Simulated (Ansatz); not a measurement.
## Al: pressure and energy change per atom against volume scale

Plane-wave DFT, scalar-relativistic PAW made under PBE with cores redone for the functional, no dispersion; the given relaxed cell is scaled uniformly, energy at zero smearing counts from the unscaled cell, pressure at the given Fermi-Dirac smearing is positive in compression. The results are calculated, by Ansatz 0.2.0.

The cell before it is scaled or strained (space group Fm-3m, No. 225):
```
Al
1.0
      0.0000     2.0200     2.0200
      2.0200     0.0000     2.0200
      2.0200     2.0200     0.0000
Al
1
Direct
  0.00000 0.00000 0.00000
```

Settings of every row: spin polarised no; functional PBE; wave cutoff 420 eV; smearing width 0.1 eV; k mesh 22x22x22.

Atom starting moment: 0 on all atoms.

| row | volume scale | V (Å³/atom) | pressure (GPa) | energy change per atom (meV) |
| --- | --- | --- | --- | --- |
| 1 | 0.88 | 14.507 | 13.38 | 73.46 |
| 2 | 0.92 | 15.166 | 7.93 | 30.3 |
| 3 | 0.96 | 15.825 | 3.58 | 7.14 |
| 4 | 1.04 | 17.144 | -2.72 | 5.77 |
| 5 | 1.08 | 17.804 | ? | ? |
| 6 | 1.12 | 18.463 | -6.72 | 46.3 |

Question: what pressure and energy change per atom should row 5 give?

Worked fit of pressure. Take u = (V_r/V)^(2/3) − 1 with V_r = 15.825 Å³ an atom, which is twice the finite (Eulerian) strain; such expansions in the strain, on which the Birch-Murnaghan equation of state is built, carry the rest volume and the bulk modulus. The shown rows have u = 0.05969, 0.02876, 0, -0.05197, -0.09768. Least squares give pressure = 3.592 + 141.49 × u + 369.6 × u² GPa; a straight line predicts inner rows, each left out in turn, worse (root mean square 1 against 0.057 GPa). The rows lie off it by 0.03, -0.04, -0.01, 0.04, -0.02. The pressure vanishes at u = -0.0273, or V = 16.5 Å³ an atom, and there the bulk modulus at fixed shape and fractions is B = −V dP/dV = (2/3)(1 + u) dP/du = 78.6 GPa. The withheld row has u = -0.07555, so the fit gives 3.592 + 141.49 × (-0.07555) + 369.6 × (-0.07555)² = -4.99 GPa.

The calculation gave -4.95 GPa. The fit lies 0.04 GPa (0.2 % of the column's range) below it; its largest miss of a shown row is 0.04 GPa.

Worked fit of energy change per atom. Take u = (V_r/V)^(2/3) − 1 with V_r = 15.825 Å³ an atom, which is twice the finite (Eulerian) strain; such expansions in the strain, on which the Birch-Murnaghan equation of state is built, carry the rest volume and the bulk modulus. The shown rows have u = 0.05969, 0.02876, 0, -0.05197, -0.09768. Least squares give energy change per atom = 7.292 + 533.93 × u + 9570.9 × u² meV; a straight line predicts inner rows, each left out in turn, worse (root mean square 27 against 0.49 meV). The rows lie off it by 0.20, -0.26, -0.15, 0.38, -0.16 (root mean square 0.24 meV). The withheld row has u = -0.07555, so the fit gives 7.292 + 533.93 × (-0.07555) + 9570.9 × (-0.07555)² = 21.58 meV.

The calculation gave 21.9 meV. The fit lies 0.32 meV (1.5 % of the value, 0.47 % of the column's range) below it; its largest miss of a shown row is 0.38 meV.
